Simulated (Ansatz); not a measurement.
Au: the change of pressure and energy less free atoms with volume scale

All results are calculated (Ansatz 0.2.0). Periodic Kohn-Sham DFT of a crystal at fixed atoms, scaled to volume_scale times the given cell; pressure positive in compression, energy less spherical unpolarised free atoms, largest_vzz the field gradient of largest size among the nuclei.

The cell before it is scaled or strained (space group P6_3/mmc, No. 194):
```
cell vectors (Å)
   2.9000     0.0000     0.0000
  -1.4500     2.5115     0.0000
   0.0000     0.0000     4.8800
atoms (fractions of the cell vectors)
Au  0.33333  0.66667  0.75000
Au  0.66667  0.33333  0.25000
```

Settings of every row: method all-electron LAPW; functional PBEsol; relativity scalar; k mesh 14x14x8; filling fermi-dirac; smearing width 0.03 eV; basis error target 0.5 meV/atom; nucleus gaussian.

Atom start moment: 0 on all atoms.

Limits: no spin-orbit coupling on heavy atoms.

| row | volume scale | V (Å³/atom) | pressure (GPa) | energy less free atoms (eV/atom) |
| --- | --- | --- | --- | --- |
| 1 | 0.94 | 16.705 | 3.494 | -3.9082 |
| 2 | 0.9405 | 16.714 | 3.393 | -3.9084 |
| 3 | 0.96 | 17.061 | -0.303 | -3.9117 |
| 4 | 0.97 | 17.238 | -2.01 | -3.9104 |
| 5 | 0.98 | 17.416 | -3.593 | -3.9073 |
| 6 | 1 | 17.771 | -6.394 | -3.8961 |
| 7 | 1.01 | 17.949 | ? | ? |
| 8 | 1.02 | 18.127 | -8.818 | -3.8792 |
| 9 | 1.03 | 18.305 | -9.924 | -3.8688 |
| 10 | 1.04 | 18.482 | -10.957 | -3.8572 |
| 11 | 1.06 | 18.838 | -12.806 | -3.8308 |

Question: what pressure and energy less free atoms should row 7 give?

Worked fit of pressure. Take u = (V_r/V)^(2/3) − 1 with V_r = 17.593 Å³ an atom, which is twice the finite (Eulerian) strain; such expansions in the strain, on which the Birch-Murnaghan equation of state is built, carry the rest volume and the bulk modulus. The shown rows have u = 0.03513, 0.03476, 0.02068, 0.01368, 0.00676, -0.00669, -0.01974, -0.0261, -0.03233, -0.04456. Least squares give pressure = −5.0338 + 208.761 × u + 881.65 × u² + 2514 × u³ GPa; a parabola predicts inner rows, each left out in turn, worse (root mean square 0.043 against 0.013 GPa). The rows lie off it by -0.003, -0.001, 0.014, -0.003, -0.011, -0.002, 0.013, 0.003, -0.011, 0.002 (root mean square 0.008 GPa). The pressure vanishes at u = 0.0220, or V = 17.03 Å³ an atom, and there the bulk modulus at fixed shape and fractions is B = −V dP/dV = (2/3)(1 + u) dP/du = 171 GPa. Letting shape and atoms relax would as a rule lower it, by much in layered, chain or molecular crystals. The withheld row has u = -0.01327, so the fit gives −5.0338 + 208.761 × (-0.01327) + 881.65 × (-0.01327)² + 2514 × (-0.01327)³ = -7.655 GPa.

The calculation gave -7.642 GPa. The fit lies 0.013 GPa (0.08 % of the column's range) below it; its largest miss of a shown row is 0.014 GPa.

Worked fit of energy less free atoms. Take u = (V_r/V)^(2/3) − 1 with V_r = 17.593 Å³ an atom, which is twice the finite (Eulerian) strain; such expansions in the strain, on which the Birch-Murnaghan equation of state is built, carry the rest volume and the bulk modulus. The shown rows have u = 0.03513, 0.03476, 0.02068, 0.01368, 0.00676, -0.00669, -0.01974, -0.0261, -0.03233, -0.04456. Least squares give energy less free atoms = −3.90254 − 0.8282 × u + 18.343 × u² + 18.1 × u³ eV/atom; a parabola predicts inner rows, each left out in turn, worse (root mean square 0.0003 against 5.2e-05 eV/atom). The rows lie off it by 0.0000, 0.0000, 0.0000, 0.0000, 0.0000, 0.0001, 0.0000, 0.0000, 0.0000, 0.0000. Its lowest point lies at u = 0.0219, or V = 17.03 Å³ an atom, and the curvature there gives the bulk modulus at fixed shape and fractions, B = (4/9)(1 + u)² E″(u)/V = 171 GPa. Letting shape and atoms relax would as a rule lower it, by much in layered, chain or molecular crystals. The withheld row has u = -0.01327, so the fit gives −3.90254 − 0.8282 × (-0.01327) + 18.343 × (-0.01327)² + 18.1 × (-0.01327)³ = -3.8884 eV/atom.

The calculation gave -3.8883 eV/atom. The fit lies 0.0001 eV/atom (0.12 % of the column's range) below it, one unit of the last digit.
